Cutting a platinum crystal along (100) can create electronic levels that live only near the cut, and a slab calculation can be used to look for them. The data here are spin-orbit PBE levels of a six-layer unreconstructed Pt(100) slab. The question is how much weight on the outer layers a level needs before it may be called a surface state.

Kohn-Sham levels of a relaxed, unreconstructed six-layer Pt(100) slab, computed with Ansatz 0.2.0 using PBE with spin-orbit coupling, PAW, a 420 eV plane-wave cutoff, a 12×12×1 k mesh and 0.1 eV Gaussian smearing. Levels b lie below and a above the Fermi level; weights are Löwdin shares on the two outer layers of both faces together, not renormalised.

```tsv
point label	point a (reciprocal cell vectors)	point b (reciprocal cell vectors)	level b1 from the Fermi level (eV)	outer orbital weight b1	level b2 from the Fermi level (eV)	outer orbital weight b2	level a1 from the Fermi level (eV)	outer orbital weight a1
X	0.5000	0.0000	0.000	0.580	0.000	0.580	0.660	0.320
between	0.4167	0.0000	-0.150	0.850	-0.150	0.850	0.030	0.640
between	0.3333	0.0000	-0.050	0.730	-0.050	0.730	0.090	0.780
between	0.2500	0.0000	-0.220	0.820	-0.220	0.820	0.070	0.520
between	0.1667	0.0000	-0.040	0.640	-0.040	0.640	0.220	0.840
between	0.0833	0.0000	-0.160	0.760	-0.160	0.760	0.160	0.790
G	0.0000	0.0000	-0.090	0.760	-0.090	0.760	0.480	0.940
between	0.0833	0.0833	-0.230	0.780	-0.230	0.780	0.090	0.800
between	0.1667	0.1667	-0.120	0.810	-0.120	0.810	0.300	0.580
between	0.2500	0.2500	-0.200	0.790	-0.200	0.790	0.260	0.590
between	0.3333	0.3333	-0.110	0.800	-0.110	0.800	0.300	0.620
between	0.4167	0.4167	-0.030	0.840	-0.030	0.840	0.000	0.450
M	0.5000	0.5000	-0.190	0.620	-0.190	0.620	0.440	0.450
between	0.5000	0.4167	-0.370	0.760	-0.370	0.760	0.230	0.480
between	0.5000	0.3333	-0.110	0.860	-0.110	0.860	0.020	0.320
between	0.5000	0.2500	-0.010	0.460	-0.010	0.460	0.080	0.640
between	0.5000	0.1667	-0.130	0.700	-0.130	0.700	0.000	0.490
between	0.5000	0.0833	0.000	0.600	0.000	0.600	1.310	0.220
```

Point a and point b are the components $a$, $b$ of the wave vector along the surface; G is the zone centre, X the middle of the zone edge and M its corner. The labels b1 and b2 mark the first and second level below the Fermi level $E_F$, and a1 the first above. The outer orbital weight $w$ is the share of a level found on the atomic orbitals of the two outermost layers of each face, four layers out of six.

## 1. Why does b2 repeat b1?

At all 18 points b1 and b2 have the same printed energy, and symmetry demands it. The slab has an inversion centre and no magnetisation, and inversion combined with time reversal turns a state at a given wave vector into a second one of opposite spin at the same wave vector and energy, even with spin-orbit coupling. So b2 can be taken as the Kramers partner of b1 and adds no new energy. The equal weights are no separate evidence, since weights are averaged over levels within 1.5 meV. The same calculation gives work functions of the two faces that agree to 0.16 meV, as equivalent faces should; an adsorbate on one face would remove the inversion centre and allow the pairs to split away from G, X and M.

## 2. Which weight means no preference for the surface?

Two limiting cases help to read the column. A level confined to the outer layers has $w=1$, and a level spread evenly over $N$ layers has $w=4/N$. For a thick crystal the second limit tends to zero and the column separates the two kinds cleanly, while for four layers every level would count as wholly outer. Six layers lie close to that useless end, with a baseline of $4/6=0.67$. The mean b1 weight of 0.73 looks large but stands only a little above it.

## 3. How far can confinement alone move the weight?

In a film, an electron moving along the normal is reflected at both faces and forms standing waves. Take one orbital per layer, the same energy on each layer and the same hopping between neighbours. The amplitude must vanish on the empty layers $j=0$ and $j=N+1$, so state $n$ puts the share $\frac{2}{N+1}\sin^2\frac{n\pi j}{N+1}$ on layer $j$. For $N=6$ the inner layers $j=3,4$ carry equal shares, and

$$w_n = 1-\frac{4}{7}\sin^2\frac{3n\pi}{7}.$$

The state $n=2$ has a node at the centre of the slab, which pushes its weight outward:

$$w_2 = 1-\frac47\sin^2\frac{6\pi}{7} = 1-0.571\times0.188 = 0.89 .$$

The nodeless state $n=1$ peaks at the centre and gives 0.46, and $n=3$ gives 0.65; $n=6,5,4$ repeat these values. The model has no adjustable constant, uses no row of the table as input and contains no surface state.

Every b1 weight, from 0.46 to 0.86, falls inside the range 0.46 to 0.89 of this chain. Confinement alone can therefore give a single level a weight of this size. Taken together, the b1 weights do lean outward: away from the zone edge ten of eleven exceed $4/6$, while the states of the chain average exactly that. The comparison is one of ranges only: platinum has five d orbitals and an s orbital that mix, so no row is assigned to a particular $n$, and some of these levels may still be drawn to the surface. The row-by-row figures are in the output that follows the text.

## 4. Which level stands out?

Only a1 at G exceeds the range. It lies 0.48 eV above $E_F$, is empty, and has $w=0.94$, so at most 0.06 remains for the two central layers. Projection losses lower the weight, which makes this reading a cautious one, and the next highest a1 weight is 0.84.

A surface state could arise here in the following way. An atom in the top layer has eight neighbours in place of twelve, so its orbital energies and hoppings differ from those inside. A small shift only tilts the standing waves toward or away from the faces; a shift comparable to the hopping pulls a level out of the band, and its amplitude then decays inward. The excess of 0.05 over a one-orbital chain is ten times the rounding but could come from either regime, or from the mixing of orbitals that the chain leaves out. The level remains a candidate, and in six layers the weight alone does not settle the matter.

A series of thicker slabs would decide. With the same four layers counted, levels of the chain average $4/N$, which is 0.33 for twelve layers and 0.17 for twenty-four. A true surface state would keep a weight near its present one and settle at a fixed energy, while standing waves would multiply, shift and lose outer weight.

## 5. Why is the zone edge different?

The a1 weights average 0.42 on the seven edge points ($a=0.5$) against 0.69 on the other eleven, and the three lowest values in the table all lie on the edge. The chain has a known weakness there. Each atom sits over the hollow of four atoms in the next layer, displaced by $(\pm\tfrac12,\pm\tfrac12)$ cell vectors, and their phases sum to $4\cos\pi a\,\cos\pi b$. This factor is largest at G, where the chain is most apt, and vanishes at $a=0.5$.

On the edge, like orbitals in adjacent layers therefore decouple if their axes follow the cell vectors, and the chain falls apart into single layers. A weaker hopping between layers two apart, if added to the model, joins them into two chains of three, layers 1, 3, 5 and their images 6, 4, 2. The same formula with $N=3$ then gives outer shares of 0.50, 1.00 and 0.50, because the middle state has its node on the one inner layer. A high weight on the edge, such as 0.86 for b1 at $b=0.3333$, thus proves even less than one in the interior.

Neither chain reaches 0.22 or 0.32, and here the model fails. It leaves out the coupling between unlike orbitals of adjacent layers, which need not vanish on the edge. It also gives all layers the same orbital energy, while a small difference between outer and inner layers can gather a level on the central ones where the layers are weakly linked. Another possible cause is projection loss, since the listed projector set has 5s, 5p, 5d and 6s orbitals and no 6p. For filled levels the loss is small on average: the Löwdin charges add up to 107.11 of 108 electrons. That sum does not bind a single level with p character, so loss and real weight on the central layers both remain untested guesses.

## 6. Is a1 − b1 a gap?

It is not, because the slab is a metal and b1 and a1 are ranks counted from $E_F$, without band identity. The separation runs from 0.03 to 1.31 eV with a median of 0.32 eV, and reflects the discrete levels into which six layers cut the bulk bands. By Löwdin count there are about 1.1 holes in the 5d shell of each atom, as expected when the d bands reach $E_F$ and supply levels on both sides of it.

The largest separation shows the effect of ranking. Going along the edge from $b=0.1667$ to $b=0.0833$, a1 jumps from 0.000 to 1.310 eV, while a level printed as 0.000 appears under b1. One level passing from the label a1 to b1 would do this, provided that the next level above lies far up. The nearest level stays within 0.02 eV of $E_F$ over five edge points starting at X, and that these belong to one flat band is a guess.

## 7. Which digits can be trusted?

All energies and weights are multiples of 0.01, so the third decimal is empty and each value carries ±0.005. For levels printed as 0.000 only the label b or a, not the digits, tells the side of $E_F$. Nor do the labels mean full and empty: with the Gaussian filling $\tfrac12\,\mathrm{erfc}(E/\sigma)$ and $\sigma=0.1$ eV, b1 at G is only 90 % filled.

The physical uncertainty is larger than the rounding. Level positions depend on thickness, forces up to 0.048 eV/Å remain in this spin-orbit run, and the zero moments come from a run for which no magnetic start is shown. The run also warns that the exchange-correlation potential is rough in thin density, which bears most on levels with tails in the vacuum, the surface candidates among them. Clean Pt(100) reconstructs to a quasi-hexagonal top layer, so the level at G describes the ideal 1×1 face, and a measurement on the reconstructed surface need not find it.

The analysis program printed:

```
point        a1-b1/eV  filling b1  filling a1  w(b1)-4/6  w(a1)-4/6  |cos cos|
X              0.66       0.50        0.00       -0.09      -0.35      0.00
(0.42,0.00)    0.18       0.98        0.34       +0.18      -0.03      0.26
(0.33,0.00)    0.14       0.76        0.10       +0.06      +0.11      0.50
(0.25,0.00)    0.29       1.00        0.16       +0.15      -0.15      0.71
(0.17,0.00)    0.26       0.71        0.00       -0.03      +0.17      0.87
(0.08,0.00)    0.32       0.99        0.01       +0.09      +0.12      0.97
G              0.57       0.90        0.00       +0.09      +0.27      1.00
(0.08,0.08)    0.32       1.00        0.10       +0.11      +0.13      0.93
(0.17,0.17)    0.42       0.96        0.00       +0.14      -0.09      0.75
(0.25,0.25)    0.46       1.00        0.00       +0.12      -0.08      0.50
(0.33,0.33)    0.41       0.94        0.00       +0.13      -0.05      0.25
(0.42,0.42)    0.03       0.66        0.50       +0.17      -0.22      0.07
M              0.63       1.00        0.00       -0.05      -0.22      0.00
(0.50,0.42)    0.60       1.00        0.00       +0.09      -0.19      0.00
(0.50,0.33)    0.13       0.94        0.39       +0.19      -0.35      0.00
(0.50,0.25)    0.09       0.56        0.13       -0.21      -0.03      0.00
(0.50,0.17)    0.13       0.97        0.50       +0.03      -0.18      0.00
(0.50,0.08)    1.31       0.50        0.00       -0.07      -0.45      0.00
filling = erfc(E/0.1 eV)/2 (assumed convention); |cos cos| = like-orbital hopping factor, adjacent layers
all entries are multiples of 0.01: True; rounding +-0.005 (eV or weight)
largest |b1-b2| 0.000 eV, weight difference 0.000, over 18 points
work functions 5.593 and 5.594 eV, difference 0.16 meV
even spread 4/N: N=6 0.667, N=12 0.333, N=24 0.167
six-layer chain, outer share n=1..6: 0.457 0.892 0.651 0.651 0.892 0.457 mean 0.667
same model, every second layer (three-chain): 0.50 1.00 0.50
b1 weight: 0.46 to 0.86, mean 0.73; above 4/6: 13; above 0.89: 0; below 0.45: 0
a1 weight: 0.22 to 0.94, mean 0.58; above 4/6: 5; above 0.89: 1; below 0.45: 5
highest a1 weight: G 0.94 at 0.48 eV, 0.05 over chain maximum, at most 0.06 left for inner layers
next highest: a1 (0.17,0.00) 0.84; b1 (0.50,0.33) 0.86
lowest a1 weights: (0.50,0.08) 0.22 at 1.31 eV; (0.50,0.33) 0.32 at 0.02 eV; X 0.32 at 0.66 eV; (0.42,0.42) 0.45 at 0.00 eV; M 0.45 at 0.44 eV
zone edge a=0.5 (7 points): mean weight b1 0.65, a1 0.42
zone interior (11 points): mean weight b1 0.78, a1 0.69
edge X to M, nearest level/eV: +0.00 +0.00 +0.00 -0.01 +0.02 +0.23 -0.19
edge X to M, its weight:        0.58  0.60  0.49  0.46  0.32  0.48  0.62
a1-b1: min 0.03 at (0.42,0.42), median 0.32, max 1.31 eV at (0.50,0.08)
|E|<0.1 eV: b1 7, a1 8, points with either 12; printed as 0.000: b1 2, a1 2
step between points 0.187 1/A (diagonal 0.264); highest a1 lies 4.28 eV below vacuum
Loewdin sum 107.11 of 108 electrons, missing 0.89 (0.8 %), sites 3-5 by symmetry
5d holes, layer 1,2,3: 1.08 1.12 1.12 ; j=5/2 part: 0.86 0.88 0.86
```
